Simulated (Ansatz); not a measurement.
**Pt: energy from the work of forces and stress**

```
CELL_PARAMETERS angstrom
0.00000 1.96090 1.96090
1.96090 0.00000 1.96090
1.96090 1.96090 0.00000
ATOMIC_POSITIONS crystal
Pt 0.00000 0.00000 0.00000
```

Computed with DFT PBEsol, scalar-relativistic, plane waves, PAW in Ansatz 0.2.0.

Settings: cutoff 420 eV, Γ-centred mesh 18×18×18 on the computed 1-atom cell, Gaussian smearing of 0.10 eV; no spin polarisation.

At the start the stress (GPa, compression positive, xx yy zz yz xz xy) is -0.82 -0.82 -0.82 0.00 0.00 0.00 and all forces are under 0.005 eV/Å. Each variant moves atoms by u and then strains the cell by ε, so an atom ends at (r + u)(1 + ε); shears are tensor components, each standing twice in ε. The starting volume is 15.08 Å³.

Variant 1: strain (xx yy zz yz xz xy, %) 4.44 4.44 4.44 0.00 0.00 0.00. There the stress is -26.64 -26.64 -26.64 0.00 0.00 0.00 GPa.

Variant 2: strain (xx yy zz yz xz xy, %) 3.72 3.72 3.72 0.00 0.00 0.00. There the stress is -23.83 -23.83 -23.83 0.00 0.00 0.00 GPa.

Variant 3: strain (xx yy zz yz xz xy, %) 1.60 1.60 1.60 0.00 0.00 0.00. There the stress is -12.64 -12.64 -12.64 0.00 0.00 0.00 GPa.

Variant 4: strain (xx yy zz yz xz xy, %) -3.31 -3.31 -3.31 0.00 0.00 0.00. There the stress is 36.66 36.66 36.66 0.00 0.00 0.00 GPa.

**Question.** Estimate each change of free energy from forces and stresses by the trapezoid rule along the path (r + tu)(1 + tε), t from 0 to 1, and compare with the computed change.

**Answer.** The derivative of the energy along the path is −F·u(1 + tε) for the atoms and −V σ(1 + tε)⁻¹ : ε for the cell, with F, σ and V taken at t (σ positive in compression; 1 eV/Å³ = 160.2 GPa). Averaging t = 0 and t = 1 gives, in meV per atom:
| variant | work on atoms | work on cell | sum | computed |
| --- | --- | --- | --- | --- |
| 1 | 0.0 | 187.5 | 187.5 | 206.0 |
| 2 | 0.0 | 139.1 | 139.1 | 150.4 |
| 3 | 0.0 | 31.3 | 31.3 | 32.3 |
| 4 | 0.0 | 156.5 | 156.5 | 145.1 |

The rule is exact for a quadratic energy surface and overshoots a term ct³ by c/2, so the difference between the last two columns measures the net anharmonic part along the path (terms of opposite sign can cancel, and the finite basis adds a little): 3 to 9 % here.

Spin–orbit coupling is left out, which can shift energies with elements as heavy as these.

The trapezoid estimate falls short of the computed change in all three expansions and exceeds it in the compression. This is the signature of a cubic term that makes platinum softer when stretched and stiffer when squeezed. The stresses show the same asymmetry: 3.31 % linear compression produces 36.66 GPa, whereas 4.44 % expansion produces a tension of only 26.64 GPa. On compression, the kinetic energy of the sp electrons and the overlap repulsion between ion cores and nearly filled 5d shells rise steeply. On expansion, this repulsion fades and the d–d hopping that supplies much of the cohesion also weakens, so the restoring stress grows less than proportionally.

The small initial tension means that the starting cell is slightly larger than the equilibrium cell of this calculation. It adds a linear energy term, which the trapezoid rule integrates exactly, so it doesn't cause the mismatch. Because every strain is isotropic, the data probe the volume response but say nothing about the shear stiffness or elastic anisotropy of platinum.
